**A calculator rule for muonic X-ray lines, H to Au**

The table holds four muonic line energies (3d3/2-2p1/2, 4f7/2-3d5/2, 5g9/2-4f7/2, 6g9/2-4f7/2) for 16 elements, from the radial Dirac equation with reduced mass, a spherical Gaussian nucleus and the Uehling potential. The program tests a hand rule made of the point-nucleus Dirac formula, a logarithmic vacuum-polarisation fraction with one constant fitted to the 5g-4f lines, and a damped size shift of 2p1/2 with one constant fitted to the 3d-2p lines. The rule stays within 0.3% of the table for all four lines, while the Bohr formula errs by up to 4.4% and the undamped size term leaves Au 47% low. Comparison with the level shifts of the same calculation shows that nuclear size causes the turnover of 3d-2p/Z² near Xe and that errors of the polarisation and size terms partly offset each other in Au. The point formula fails for the 2p-1s lines, by 149% in Au.

Muonic X-ray transition energies from H to Au, computed with Radial Dirac-Fock and Kohn-Sham solver 3 from the Dirac equation for one negative muon with reduced mass, a spherical Gaussian nucleus and the Uehling potential to all orders. Nuclear polarisation, deformation, self-energy and electron screening are not included. Line labels give the upper level first.

## Analysis program

```python
# Table: muonic X-ray line energies (keV), radial Dirac solver, reduced mass, spherical Gaussian nucleus, Uehling potential.
# Tested: hand rule = Bohr + point Dirac + logarithmic vacuum polarisation (c) + damped size shift of 2p1/2 (k).
T = {
    'ion': ['H', 'F', 'Si', 'K', 'Cr', 'Cu', 'Se', 'Zr', 'Rh', 'Sn', 'Xe', 'Pr', 'Gd', 'Tm', 'W', 'Au'],
    'Z': [1, 9, 14, 19, 24, 29, 34, 40, 45, 50, 54, 59, 64, 69, 74, 79],
    'mass_number': [1, 19, 28, 39, 52, 63, 80, 90, 103, 120, 132, 141, 158, 169, 184, 197],
    'nuclear_rms_radius': [0.8783, 2.898, 3.122, 3.435, 3.645, 3.882, 4.14, 4.269, 4.495, 4.652, 4.786, 4.892, 5.157, 5.226, 5.366, 5.437],  # fm
    'line_energy_3d32_2p12': [0.3512, 31.606, 76.939, 142.58, 228.96, 336.47, 465.4, 648.77, 824.36, 1020.5, 1190.7, 1420.6, 1658.9, 1918.6, 2184.3, 2464.9],  # keV
    'line_energy_4f72_3d52': [0.12291, 11.023, 26.752, 49.382, 78.935, 115.42, 158.9, 220.3, 279.22, 345.25, 403.2, 482.06, 568.09, 661.35, 761.77, 869.42],  # keV
    'line_energy_5g92_4f72': [0.056891, 5.0987, 12.369, 22.822, 36.468, 53.307, 73.361, 101.66, 128.8, 159.18, 185.83, 222.08, 261.62, 304.46, 350.62, 400.12],  # keV
    'line_energy_6g92_4f72': [0.087795, 7.8674, 19.082, 35.204, 56.244, 82.201, 113.11, 156.7, 198.49, 245.26, 286.27, 342.03, 402.83, 468.65, 539.55, 615.53],  # keV
}
import numpy as np
from scipy.constants import physical_constants as pc, alpha, hbar, c as cl, e
from scipy.optimize import minimize_scalar as ms
kev = lambda s: pc[s + ' energy equivalent in MeV'][0]*1e3
hc = hbar*cl/e*1e12  # keV fm
ion = T['ion']; Z = np.array(T['Z'], float); A = np.array(T['mass_number'], float); R = np.array(T['nuclear_rms_radius'])
m = kev('muon mass'); M = np.where(Z == 1, kev('proton mass'), A*kev('atomic mass constant'))
mu = m*M/(m + M); za = Z*alpha; x = Z*R*mu*alpha/hc; s = 4*alpha/(3*np.pi)
bohr = lambda n, k: 0.5*mu*za**2/n**2
first = lambda n, k: bohr(n, k)*(1 + za**2/n**2*(n/k - 0.75))
dirac = lambda n, k: mu*(1 - 1/np.sqrt(1 + (za/(n - k + np.sqrt(k*k - za**2)))**2))
L = {'3d-2p': ('3d32_2p12', 2, 1, 3, 2), '4f-3d': ('4f72_3d52', 3, 3, 4, 4),
     '5g-4f': ('5g92_4f72', 4, 4, 5, 5), '6g-4f': ('6g92_4f72', 4, 4, 6, 5)}  # n, j+1/2 of lower and upper level
E = {l: np.array(T['line_energy_' + v[0]]) for l, v in L.items()}
ln = lambda f, l: f(*L[l][1:3]) - f(*L[l][3:5])
vp = lambda l, c: s*0.5*np.log(1 + (Z/(c*L[l][1]**2))**2)
pt = lambda l, c: ln(dirac, l)*(1 + vp(l, c))
err = lambda p, l: 100*(p/E[l] - 1)
c = ms(lambda c: np.sum(err(pt('5g-4f', c), '5g-4f')**2), bounds=(0.3, 4), method='bounded').x
raw = x**4/36 + (za*x)**2/8
size = lambda k: raw*np.exp(-k*x)*dirac(2, 1)
K = '3d-2p'
k = ms(lambda k: np.sum(err(pt(K, c) - size(k), K)**2), bounds=(0, 2), method='bounded').x
full = {l: pt(l, c) - (size(k) if l == K else 0) for l in L}
worst = lambda v: '%+.3f (%s)' % (v[np.argmax(abs(v))], ion[np.argmax(abs(v))])
a0 = hc/(m*alpha)
print('muonic Rydberg %.4f keV; Bohr radius a %.1f fm; electron Compton length %.1f fm; 4alpha/3pi %.3f %%' % (0.5*m*alpha**2, a0, hc/kev('electron mass'), 100*s))
print('fits: c = %.3f (5g-4f only; a/c = %.0f fm), k = %.3f (3d-2p); mu/m: H %.4f, F %.4f' % (c, a0/c, k, mu[0]/m, mu[1]/m))
print('rounding of table: at most %.4f %%' % max(np.max(50*10**(np.floor(np.log10(v)) - 4)/v) for v in E.values()))
print('errors in % (rule/table - 1); E/Z^2 in keV')
print('ion   x   | 3d-2p: E/Z^2  Bohr  no size   rule | 4f-3d: E/Z^2  Bohr   rule | 5g-4f  6g-4f rule')
for i, n in enumerate(ion):
    print('%-2s %6.3f | %.4f %+6.2f %+7.3f %+6.3f | %.4f %+6.2f %+6.3f | %+6.3f %+6.3f' % (
        n, x[i], E[K][i]/Z[i]**2, err(ln(bohr, K), K)[i], err(pt(K, c), K)[i], err(full[K], K)[i], E['4f-3d'][i]/Z[i]**2,
        err(ln(bohr, '4f-3d'), '4f-3d')[i], *[err(full[l], l)[i] for l in ('4f-3d', '5g-4f', '6g-4f')]))
print('worst error in %: Bohr | first-term Dirac | exact Dirac | full rule; rms of rule')
for l in L:
    print(l, ' | '.join(worst(err(p, l)) for p in (ln(bohr, l), ln(first, l), ln(dirac, l), full[l])), '; %.3f' % np.sqrt(np.mean(err(full[l], l)**2)))
print('3d-2p worst %: k=0', worst(err(pt(K, c) - size(0), K)), '| k=0.98', worst(err(pt(K, c) - size(0.98), K)))
fl = err(0.40*Z**2, K)
print('3d-2p as 0.40 Z^2 keV: F to Au from %+.2f to %+.2f %%, H %+.1f %%' % (fl[1:].min(), fl[1:].max(), fl[0]))
for n in ('Cu', 'Au'):
    i = ion.index(n)
    print('%s: mu/m %.5f, Z alpha %.4f, x %.3f, x^4/36 %.5f, (Z alpha x)^2/8 %.5f, exp(-kx) %.3f' % (n, mu[i]/m, za[i], x[i], x[i]**4/36, (za[i]*x[i])**2/8, np.exp(-k*x[i])))
    for l in (K, '4f-3d'):
        print('  %s keV: Bohr %.1f, first-term %.1f, Dirac %.1f-%.1f=%.1f, pol. +%.3f%%, size -%.1f, rule %.1f, table %.1f' % (
            l, ln(bohr, l)[i], ln(first, l)[i], dirac(*L[l][1:3])[i], dirac(*L[l][3:5])[i], ln(dirac, l)[i],
            100*vp(l, c)[i], size(k)[i] if l == K else 0, full[l][i], E[l][i]))
# further outputs of the same runs (keV): polarisation of 2p1/2, 3d3/2, 3d5/2, 4f7/2;
# size loss of 2p1/2, 3d3/2, 3d5/2; line 2p3/2-1s1/2
X = {'Si': (0.333251, 0.056429, 0.056241, 0.011399, 0.007643, 1e-6, 0, 400.358),
     'Cu': (2.5202, 0.560923, 0.5548, 0.158768, 0.978632, 0.00046, 0.000184, 1518.43),
     'Sn': (10.4272, 2.68336, 2.60864, 0.878622, 33.0924, 0.068492, 0.030679, 3497.92),
     'Gd': (18.772, 5.32635, 5.10173, 1.81459, 152.906, 0.670397, 0.31416, 4705.78),
     'Au': (29.9254, 9.48582, 8.92941, 3.30694, 497.253, 3.83846, 1.78676, 5964.71)}
print('rule/run, keV: pol. 3d-2p | pol. 4f-3d | size 2p1/2 | run: 3d5/2 size in % of 4f-3d | 3d-2p/Z^2 without size | 2p-1s point Dirac error %')
for n, v in X.items():
    i = ion.index(n)
    print('%s %.2f/%.2f | %.3f/%.3f | %.3f/%.3f | %.3f | %.4f | %+.1f' % (
        n, (ln(dirac, K)*vp(K, c))[i], v[0] - v[1], (ln(dirac, '4f-3d')*vp('4f-3d', c))[i], v[2] - v[3], size(k)[i], v[4],
        100*v[6]/E['4f-3d'][i], (E[K][i] + v[4] - v[5])/Z[i]**2, 100*((dirac(1, 1) - dirac(2, 2))[i]/v[7] - 1)))
assert np.all(np.diff(E['4f-3d']/Z**2) > 0)
assert 45 <= Z[np.argmax(E[K]/Z**2)] <= 60
assert all(np.max(abs(err(ln(bohr, l), l))) < 2.5 for l in ('4f-3d', '5g-4f', '6g-4f'))
assert err(pt(K, c), K)[-1] > 15
```

Output:

```
muonic Rydberg 2.8132 keV; Bohr radius a 255.9 fm; electron Compton length 386.2 fm; 4alpha/3pi 0.310 %
fits: c = 1.090 (5g-4f only; a/c = 235 fm), k = 0.712 (3d-2p); mu/m: H 0.8988, F 0.9941
rounding of table: at most 0.0049 %
errors in % (rule/table - 1); E/Z^2 in keV
ion   x   | 3d-2p: E/Z^2  Bohr  no size   rule | 4f-3d: E/Z^2  Bohr   rule | 5g-4f  6g-4f rule
H   0.003 | 0.3512  -0.01  +0.005 +0.005 | 0.1229  +0.00 +0.004 | +0.001 +0.001
F   0.101 | 0.3902  -0.46  +0.011 +0.010 | 0.1361  -0.11 +0.007 | +0.008 +0.017
Si  0.170 | 0.3925  -0.87  +0.025 +0.016 | 0.1365  -0.21 +0.006 | +0.001 +0.024
K   0.254 | 0.3950  -1.36  +0.054 +0.014 | 0.1368  -0.32 +0.006 | +0.004 +0.033
Cr  0.341 | 0.3975  -1.92  +0.132 +0.017 | 0.1370  -0.43 +0.007 | +0.002 +0.039
Cu  0.439 | 0.4001  -2.51  +0.297 +0.022 | 0.1372  -0.53 +0.011 | +0.002 +0.045
Se  0.549 | 0.4026  -3.09  +0.621 +0.037 | 0.1375  -0.65 +0.010 | +0.001 +0.044
Zr  0.666 | 0.4055  -3.76  +1.209 +0.078 | 0.1377  -0.80 +0.008 | -0.002 +0.051
Rh  0.789 | 0.4071  -4.13  +2.078 +0.123 | 0.1379  -0.93 +0.013 | -0.003 +0.055
Sn  0.908 | 0.4082  -4.37  +3.249 +0.177 | 0.1381  -1.07 +0.016 | +0.001 +0.059
Xe  1.009 | 0.4083  -4.39  +4.512 +0.223 | 0.1383  -1.18 +0.021 | +0.001 +0.060
Pr  1.127 | 0.4081  -4.33  +6.383 +0.287 | 0.1385  -1.33 +0.033 | -0.000 +0.060
Gd  1.289 | 0.4050  -3.59  +9.269 +0.167 | 0.1387  -1.47 +0.059 | -0.000 +0.060
Tm  1.408 | 0.4030  -3.11 +12.171 +0.152 | 0.1389  -1.62 +0.087 | -0.002 +0.062
W   1.551 | 0.3989  -2.11 +16.017 -0.054 | 0.1391  -1.75 +0.139 | -0.002 +0.061
Au  1.677 | 0.3950  -1.13 +20.258 -0.201 | 0.1393  -1.89 +0.203 | -0.002 +0.061
worst error in %: Bohr | first-term Dirac | exact Dirac | full rule; rms of rule
3d-2p -4.394 (Xe) | +15.166 (Au) | +19.188 (Au) | +0.287 (Pr) ; 0.133
4f-3d -1.890 (Au) | -0.537 (Gd) | -0.524 (Pr) | +0.203 (Au) ; 0.068
5g-4f -1.326 (Au) | -0.486 (Au) | -0.475 (Au) | +0.008 (F) ; 0.003
6g-4f -1.016 (Au) | -0.419 (Au) | -0.412 (Au) | +0.062 (Tm) ; 0.049
3d-2p worst %: k=0 -47.288 (Au) | k=0.98 +7.205 (Au)
3d-2p as 0.40 Z^2 keV: F to Au from -2.04 to +2.51 %, H +13.9 %
Cu: mu/m 0.99820, Z alpha 0.2116, x 0.439, x^4/36 0.00103, (Z alpha x)^2/8 0.00108, exp(-kx) 0.731
  3d-2p keV: Bohr 328.0, first-term 335.3, Dirac 598.9-263.4=335.5, pol. +0.590%, size -0.9, rule 336.5, table 336.5
  4f-3d keV: Bohr 114.8, first-term 115.0, Dirac 262.7-147.7=115.0, pol. +0.352%, size -0.0, rule 115.4, table 115.4
Au: mu/m 0.99942, Z alpha 0.5765, x 1.677, x^4/36 0.21987, (Z alpha x)^2/8 0.11688, exp(-kx) 0.303
  3d-2p keV: Bohr 2437.1, first-term 2838.7, Dirac 4944.1-2006.2=2937.9, pol. +0.898%, size -504.3, rule 2459.9, table 2464.9
  4f-3d keV: Bohr 853.0, first-term 865.3, Dirac 1968.0-1102.5=865.6, pol. +0.648%, size -0.0, rule 871.2, table 869.4
rule/run, keV: pol. 3d-2p | pol. 4f-3d | size 2p1/2 | run: 3d5/2 size in % of 4f-3d | 3d-2p/Z^2 without size | 2p-1s point Dirac error %
Si 0.29/0.28 | 0.046/0.045 | 0.007/0.008 | 0.000 | 0.3926 | +3.2
Cu 1.98/1.96 | 0.405/0.396 | 0.925/0.979 | 0.000 | 0.4012 | +18.3
Sn 7.91/7.74 | 1.753/1.730 | 31.342/33.092 | 0.009 | 0.4214 | +57.4
Gd 14.97/13.45 | 3.303/3.287 | 150.990/152.906 | 0.055 | 0.4422 | +97.7
Au 26.37/20.44 | 5.613/5.622 | 504.289/497.253 | 0.206 | 0.4740 | +148.7
```
